To place the 4p and 4d thresholds of an iodine ion of some new charge, one has to decide whether both may be moved by a single common shift from a neighbouring ion, or whether each needs its own calculation. These spin-polarised, non-relativistic PBE results answer in three parts. A common shift is good to better than 1 eV across the whole stretch from neutral I to I⁷⁺. It drifts by 0.7 to 0.8 eV per unit of charge once the 4d shell is opened, and it fails by about 5 eV over the two-charge step in which the shell passes through half filling, and by the argument below by more at half filling itself.

Iodine atom and ions, computed with the radks radial solver with Libxc: all-electron, non-relativistic, spin-polarised PBE with spherical densities and a point nucleus. Removal energies are differences of total energies, with one electron taken from the named sub-shell and the resulting ion fully relaxed and filled with parallel spins first.

```tsv
species	Z	charge (e)	electrons	configuration	removal energy (4d) (eV)	removal energy (4p) (eV)	leaves first
I	53	0	53	[Kr] 4d10 5s2 (5p up)3 (5p down)2	60.409	133.14	5p
I2+	53	2	51	[Kr] 4d10 5s2 (5p up)3	81.643	154.55	5p
I3+	53	3	50	[Kr] 4d10 5s2 (5p up)2	94.028	167.00	5p
I4+	53	4	49	[Kr] 4d10 5s2 (5p up)1	107.21	180.27	5p
I6+	53	6	47	[Kr] 4d10 (5s up)1	136.28	209.73	5s
I7+	53	7	46	[Kr] 4d10	152.42	226.04	4d
I9+	53	9	44	[Kr] (4d up)5 (4d down)3	199.78	274.94	4d
I10+	53	10	43	[Kr] (4d up)5 (4d down)2	224.46	300.33	4d
I11+	53	11	42	[Kr] (4d up)5 (4d down)1	249.71	326.25	4d
I13+	53	13	40	[Kr] (4d up)4	310.26	381.66	4d
```

Z is the nuclear charge, and a configuration such as (4d up)5 (4d down)3 counts the electrons of each spin. A removal energy is the total energy of the relaxed ion with one electron taken from the named sub-shell, minus that of the parent. The last column names the sub-shell that is cheapest to ionise: 5p up to I⁴⁺, 5s in I⁶⁺, 4d from I⁷⁺ on. The 4d column therefore changes its meaning, from an inner hole under n = 5 electrons to the first ionisation energy, while 4p is an inner hole in every row. Some neighbouring rows differ by two charges, so each step below is divided by the change in charge. Differences carry at most 0.01 eV of rounding.

I⁷⁺, with its closed 4d¹⁰ shell and nothing outside, divides the series. From neutral I to I⁷⁺ the 4d removal energy climbs by 92.01 eV and the 4p by 92.90 eV, so the gap between them goes only from 72.73 to 73.62 eV. This disposes of one tempting picture, in which a more highly charged ion has a larger effective nuclear charge and all its levels scale up together. The 4d energy grows by a factor of 2.52 over this stretch, and a gap scaled by that factor would be 183.5 eV. The numbers show a nearly rigid shift of both levels.

Electrostatics explains why. A spherical shell holding one electron at radius R produces no field inside itself, only a constant potential energy e²/R for any electron within it (e²/4πε₀R in SI units, 27.2 eV when R is 1 bohr). Taking the shell away binds every inner electron more strongly by that same amount and, since no force inside has changed, leaves the inner orbitals as they were. If 4p and 4d both lie inside the 5s and 5p electrons, each lost electron raises both removal energies by e²/R. Nothing is fitted here; the relation only turns a step into a length. For I⁶⁺ to I⁷⁺, where the last 5s electron goes, the 4d step is 152.42 − 136.28 = 16.14 eV, and R = 27.2/16.14 = 1.69 bohr. The 4p column gives 1.67 bohr. The test of the model is that agreement: over the seven outer electrons the two rises differ by 0.89 eV, about 1 % of either, and the more penetrating 4p gains slightly more at every step, as theory expects when the n = 5 orbitals have inner lobes among the n = 4 electrons.

The lengths are plausible, though they are equivalent radii and no orbital's mean radius, because overlap, exchange and relaxation are folded into them. They run from 2.56 bohr for the first two 5p electrons down to 1.69 bohr, and all of them lie between the mean radius of the 4s orbital in I³⁺ (0.77 bohr) and the outer low-density contour of that ion (3.68 bohr), both from the same calculation. The steps grow steadily, from 10.6 to 16.1 eV per charge in the 4d column. Theory attributes this to two things: the remaining valence electrons draw in as the charge rises, and the 5s electrons that go last sit closer in than 5p. The steps alone do not apportion the two.

After I⁷⁺ the electrons being lost come from the n = 4 shell itself, and the step jumps by a factor of 1.47 for 4d and 1.50 for 4p. For two electrons that share a region, the repulsion is the average of e²/r₍>₎, where r₍>₎ is the larger of their two radii at each instant. The step from I¹⁰⁺ to I¹¹⁺, 25.25 eV in the 4d column, corresponds to 27.2/25.25 = 1.08 bohr. That is longer than the 4s radius of 0.75 bohr in I¹⁰⁺, which is the direction expected when the larger of two comparable radii counts and when lost exchange and relaxation trim the step. The premise of a constant potential no longer holds here, and the common shift gets worse: from I⁷⁺ to I¹¹⁺ the 4p rise exceeds the 4d rise of 97.29 eV by 2.92 eV, 3 % of it. Deeper penetration of 4p would widen the gap in this way. A difference between p–d and d–d exchange could add to the widening or oppose it, depending on which is larger; the two effects are not separated here.

The orbital energies of the same calculation give a second look. Between I³⁺ and I¹⁰⁺ the 1s level deepens by 148.5 eV, the 3d by 145.0 eV and the 4s by 133.6 eV, while the 1s radius is unchanged at 0.0287 bohr and the 4s shrinks by under 3 %. Levels whose binding differs by a factor of about a hundred or more thus move by amounts within about a tenth of each other, and the ones wholly inside the lost electrons move most. The 4s shift is close to the 133.33 eV rise of the 4p removal energy. PBE orbital energies are not removal energies, and no 4p or 4d level is listed, so this likeness between neighbouring sub-shells supports the picture without checking it level by level. The I¹⁰⁺ levels are those of the ion left in the I⁹⁺ calculation, read here as the 4d⁷ ion of the table.

I¹³⁺ is the irregular row. The gap has widened at every step up to 76.54 eV in I¹¹⁺ and then falls to 71.40 eV, the lowest of the series. The 4d step rises to 30.3 eV per charge while the 4p step reaches only 27.7, the one step in which 4d gains more than 4p. The standard cause is exchange. Electrons of parallel spin keep apart and repel each other less, so removing an electron costs an extra pair energy for each parallel partner it leaves behind. The ion is refilled with parallel spins first, which means that a spin-down electron is removed wherever the sub-shell has one. In I¹¹⁺ the departing 4d electron is the last spin-down one and has no parallel 4d partner, while the departing 4p electron, also spin-down, has that one. In I¹³⁺ the 4d electron must be spin-up and leaves three partners, whereas the 4p electron is still spin-down and has none in the 4d shell.

The 4d count alone would mislead, since the 4d electron of I⁷⁺ leaves four partners and the gap there is larger than in I¹³⁺. The gap depends on both counts. In every row up to I¹¹⁺ the 4p electron has one more parallel 4d partner than the 4d electron has, and in I¹³⁺ it has three fewer. That swing of four pairs goes with a fall of 5.14 eV, or 5.14/4 = 1.3 eV per pair, a figure good only as an order of magnitude because p–d and d–d pairs differ, the smooth drift of the gap is ignored (allowing for it gives 6.48/4, about 1.6 eV), and a functional of spherical spin densities does not count pairs exactly. The scale, though not the digits, is supported by the spin splitting of the 4s level: 3.81 eV in I¹⁰⁺ with three unpaired 4d electrons, 1.27 eV each, against 0.09 eV for each unpaired 5p electron in I³⁺. The small second figure also explains why the open 5p shell leaves no comparable mark on the gap in the early rows.

Continuing the I¹⁰⁺ to I¹¹⁺ step twice would put I¹³⁺ too low by 10.05 eV in 4d and 3.57 eV in 4p. Part of both excesses is ordinary curvature: the 4p step was already growing by 25.92 − 25.39 = 0.53 eV per charge, and two more such increments add 0.53 + 1.06, about 1.6 eV, with a similar amount for 4d, so that it largely cancels in the gap. The rest of the 4p excess has the sign that the spin count gives: the electron lost between I¹²⁺ and I¹³⁺ is spin-up, so its loss takes no exchange from the spin-down 4p electron. By the counting argument the 4d jump belongs to the first half of the double step, at half-filled I¹²⁺, whose departing electron leaves four partners. The gap should be smallest there and should then recover by roughly one pair energy per charge on top of the smooth drift. This is a prediction of the argument, and interpolation between I¹¹⁺ and I¹³⁺ is unsafe for that reason.

The break is sharp partly because of how the holes are defined. The 4p column always refers to the spin-down hole; a spin-up 4p hole in I¹³⁺ would give up exchange with four 4d electrons and cost several eV more. A real ion with open 4p and 4d shells spreads into multiplet terms over a range of at least that size, which spherical densities cannot give. Relativity is also left out at Z = 53. Scalar shifts bind p electrons more and d electrons less, and spin-orbit coupling splits 4d by roughly 2 eV (a rough recalled size) and 4p by several times that, so an offset from a measured line should not be laid on PBE first. In neutral iodine the 4p hole at 133.14 eV lies near twice the 4d energy, 2 × 60.4 = 120.8 eV, and it is well established that it mixes strongly with states having two 4d holes, so that entry is no simple observed line.

The same reasoning carries over to neighbours. Xenon ions should show the kink one charge later, at the 4d¹⁰ ion Xe⁸⁺, and the break five electrons after it. The 3p and 3d holes of bromine ions should repeat the kink and the break, with larger steps and a larger break, because the n = 3 shell is more compact and both e²/R and exchange grow as radii shrink. The slow widening of the gap in the open shell should not be carried over: the nodeless 3d is about as compact as 3p, the penetration argument loses its footing, and the drift can take the other sign. A calculation without spin polarisation would keep the kink at I⁷⁺ and lose the break at half filling. An isoelectronic series is the opposite case to the early rows: there the charge is added at the nucleus, the field inside the shell changes, the orbitals contract, and a common shift of 4p and 4d has no such electrostatic basis.
